The row at 50 GPa looks wrong. Zinc and sulphur sit closest together there, so the electric forces between them ought to be at their strongest. Yet the two optical frequencies, whose distance apart is the usual mark of those forces, differ by only 32 cm⁻¹, against 66.5 cm⁻¹ at zero pressure. The same row has the highest clamped dielectric constant of the series and the lowest relaxed one.

Zincblende ZnS (F-43m), at set pressures or scaled volumes with its symmetry kept, computed with Ansatz 0.2.0 (PBE, plane-wave PAW, scalar-relativistic, no spin polarisation, cutoff 420 eV, k mesh 10×10×10). Phonons are zone-centre optical modes from linear response; only the longitudinal frequency includes the long-range electric term.

```tsv
volume per atom (Å³)	applied pressure (GPa)	volume over rest	lowest phonon frequency (cm⁻¹)	highest longitudinal frequency (cm⁻¹)	dielectric clamped	dielectric relaxed	Born charge first Zn (e)
14.36	50	none	445.5	477.5	6.27	7.20	1.52
14.97	40	none	419.6	455.4	6.17	7.27	1.59
15.33	35	none	405.4	443.5	6.12	7.33	1.63
15.72	30	none	390.3	430.9	6.08	7.40	1.67
16.69	20	none	356.4	403.0	5.99	7.66	1.76
16.92	18	none	348.9	396.8	5.98	7.73	1.78
17.16	16	none	341.0	390.5	5.96	7.82	1.80
18.19	9	none	310.5	366.1	5.92	8.24	1.88
18.55	7	none	300.6	358.3	5.92	8.41	1.91
18.74	6	none	295.4	354.2	5.92	8.51	1.92
19.16	4	none	284.6	345.7	5.92	8.74	1.95
19.62	2	none	272.9	336.6	5.93	9.02	1.99
19.76	n/a	0.98	269.6	334.0	5.93	9.11	2.00
19.88	1	none	266.7	331.7	5.94	9.19	2.00
20.16	0	none	260.1	326.6	5.95	9.38	2.02
20.56	n/a	1.02	250.9	319.5	5.97	9.68	2.05
```

The row is sound: it is the end of a smooth trend, in which the two frequencies draw closer at every step of compression. It does describe a crystal that is hard to find in nature. From roughly 15 GPa real ZnS prefers the rocksalt structure, so the rows from 16 GPa upwards show zincblende that the calculation keeps in place by symmetry.

In both vibrations all zinc atoms move against all sulphur atoms. In the transverse one (TO, printed as lowest phonon frequency, though it is the lowest only among the optical modes at the zone centre) no field runs through the whole crystal, and only the local forces act: the bonds, which pull the atoms back, and the electric forces between the shifted ions, which in a cubic crystal are expected to push the other way and soften the mode. Their sum is called the stiffness of the bonds below. In the longitudinal one (LO) the shifted charges also build up an electric field through the whole crystal, and this field adds to the restoring force. For a cubic crystal with two atoms in the cell the two are tied by

LO² = TO² + C · Z² / (ε · V).

Here Z is the Born charge, the dipole moment that an atom creates per unit of displacement. The clamped dielectric constant ε tells how well the electrons screen the field, V is the volume per atom, and C holds only the masses and constants of nature. Closer packing raises the field term, because more dipoles share each unit of volume. A smaller Born charge lowers it, and does so as the square.

The LO frequency at 50 GPa can be worked out from the row at zero pressure and these changes:

- field term at zero pressure: 326.6² − 260.1² ≈ 39,000 cm⁻²
- change of the field term: (1.52/2.02)² × (20.16/14.36) × (5.95/6.27) ≈ 0.57 × 1.40 × 0.95 ≈ 0.75
- LO at 50 GPa: √(445.5² + 0.75 × 39,000) ≈ 477 cm⁻¹

The table has 477.5 cm⁻¹. The agreement only confirms the arithmetic, since the calculation itself uses this relation to obtain LO. What the estimate teaches is the size of each factor: packing alone would have raised the field term by 40 %, and the loss of charge more than cancels that.

The weaker field term is only part of the story. The square of the TO frequency measures the stiffness of the bonds against this motion, and it grows nearly threefold. A given extra force shifts the frequency of a stiff spring less than that of a soft one. If the bonds had stiffened and the field term had stayed as it was, the distance between the modes would have shrunk from 66.5 to about 42 cm⁻¹. The weaker field term on its own would have brought it only to about 52 cm⁻¹.

The stiffening is ordinary bond physics. When neighbours are pushed together, the repulsion between their electron clouds rises ever more steeply and is expected to outgrow the attraction that opposes it. Each small displacement then costs more energy. The calculation gives only the total stiffness, local electric forces included, and does not divide it among these causes.

The fall of the Born charge is less obvious, because the atoms remain zinc and sulphur. In a polar covalent bond the electrons lean towards sulphur, whose orbitals lie lower in energy. As the bond shortens, the orbitals overlap more, and this coupling gains on the energy difference between the two atoms. The electrons are then shared more evenly, and moving the atoms carries less charge along. The table shows the falling charge; that more even sharing causes it is an argument from bonding theory, for no column measures the polarity of the bond. The Born charge also counts electrons that flow along a bond as it stretches, which in this picture is why it is as large as the formal charge of 2 at rest even though the electrons are shared. The argument therefore gives the direction of the change, and it need not account for its whole size.

The charge matters a good deal for the outcome. Had it kept its zero-pressure value while everything else changed as computed, the modes at 50 GPa would still lie about 55 cm⁻¹ apart. This gives a rule for a similar crystal under pressure: the field term shrinks only if the square of the Born charge falls faster than the product of volume and clamped dielectric constant. Even where it does not shrink, stiffer bonds work towards a smaller distance between the modes.

The same reasoning explains why the two modes respond so differently to a small squeeze. Around the rest volume, 1 % less volume raises TO by about 1.8 % but LO by only about 1.1 %. There the loss of charge and the closer packing nearly cancel, so the field term hardly moves. It makes up more than a third of LO², and that third does not take part in the stiffening.

The relaxed dielectric constant tells the same story from the side of a slow electric field. Such a field shifts electrons and atoms, whereas the clamped constant counts the electrons alone. The difference between the two is the atoms' share, which grows with the square of the Born charge and falls with volume and bond stiffness. It drops from 3.43 to 0.93 between zero pressure and 50 GPa. Stiffness is the main reason: with an unchanged Born charge the share would still have fallen to about 1.6.

The clamped constant goes its own way because two effects nearly balance in it. Compression puts more cells into each unit of volume, which raises the constant. At the same time each cell responds less: its electronic response falls by about a quarter up to 50 GPa. The direction fits the widening of the smallest direct gap, from 2.0 to 3.6 eV, since electrons that need more energy to be excited are harder to displace. The size does not: that gap grows by about three quarters, whereas a response that goes as the inverse square of a typical excitation energy needs only about 15 % more to fall by a quarter. The constant averages over direct excitations across the whole zone, and these are expected to widen much less than the one at its centre. The fundamental gap is a poorer guide still: in the rows from 30 GPa on it is indirect, and it narrows with pressure while the response of each cell keeps falling. PBE makes such gaps too small and tends to make the clamped constant too large, so the direction of these changes deserves more trust than the absolute values.

Near rest the weaker response of each cell slightly wins, and the clamped constant dips from 5.95 to 5.92. Under stronger compression the packing wins, and the constant climbs to 6.27. In between, four neighbouring rows share the printed value 5.92; with more digits the runs give 5.9208, 5.9200 and 5.9220 at 7, 6 and 4 GPa, which puts the minimum near 6 GPa. The dip is shallow, only about twice the stated uncertainty. The climb beyond it is far larger than the numerical uncertainty of about 0.015. The output below gives the separate factors and the cases in which only one quantity was allowed to change.

Output of the analysis:

```
Derived quantities:
    row  LO-TO (cm-1)  LO2-TO2 (1000 cm-2)  ionic dielectric part  (clamped-1) x cell volume (A3)  smallest direct gap (eV)
  14.36            32                29.54                   0.93                           151.4                     3.568
  14.97          35.8                31.32                    1.1                           154.8                     3.371
  15.33          38.1                32.34                   1.21                             157                      3.26
  15.72          40.6                33.34                   1.32                           159.7                      3.14
  16.69          46.6                35.39                   1.67                           166.6                     2.861
  16.92          47.9                35.72                   1.75                           168.5                     2.798
  17.16          49.5                36.21                   1.86                           170.2                     2.731
  18.19          55.6                37.62                   2.32                             179                     2.468
  18.55          57.7                38.02                   2.49                           182.5                     2.381
  18.74          58.8                 38.2                   2.59                           184.4                     2.335
  19.16          61.1                38.51                   2.82                           188.5                     2.238
  19.62          63.7                38.83                   3.09                           193.5                     2.132
  19.76          64.4                38.87                   3.18                           194.8                     2.102
  19.88            65                 38.9                   3.25                           196.4                     2.075
  20.16          66.5                39.02                   3.43                           199.6                     2.015
  20.56          68.6                39.13                   3.71                           204.4                     1.931
TO squared, 50 GPa over 0 GPa: 2.934
Born charge squared, 50 GPa over 0 GPa: 0.5662
Inverse volume, 50 GPa over 0 GPa: 1.404
Inverse clamped dielectric constant, 50 GPa over 0 GPa: 0.949
Product of these last three factors: 0.7543
LO squared minus TO squared from the frequencies, 50 GPa over 0 GPa: 0.757
LO-TO in cm-1 if TO hardens to its 50 GPa value and the difference of squares stays as at 0 GPa: 41.83
LO-TO in cm-1 if TO stays as at 0 GPa and the difference of squares falls to its 50 GPa value: 51.65
LO-TO in cm-1 at 50 GPa if only the Born charge had kept its 0 GPa value: 55.13
Ionic dielectric part, product of charge, volume and inverse TO squared factors: 0.271
Ionic dielectric part from the table, 50 GPa over 0 GPa: 0.2711
Ionic dielectric part at 50 GPa if only the Born charge had kept its 0 GPa value: 1.642
Electronic response per cell, 50 GPa over 0 GPa: 0.7583
Grueneisen parameter of TO around rest (volume 0.98 to 1.02): 1.811
Grueneisen parameter of LO around rest (volume 0.98 to 1.02): 1.118
Grueneisen parameter of TO from 40 to 50 GPa: 1.44
Grueneisen parameter of LO from 40 to 50 GPa: 1.139
Share of TO squared in LO squared at 0 GPa: 0.6342
Share of TO squared in LO squared at 50 GPa: 0.8705
Largest mismatch of the Lyddane-Sachs-Teller relation in percent: 0.1444
```
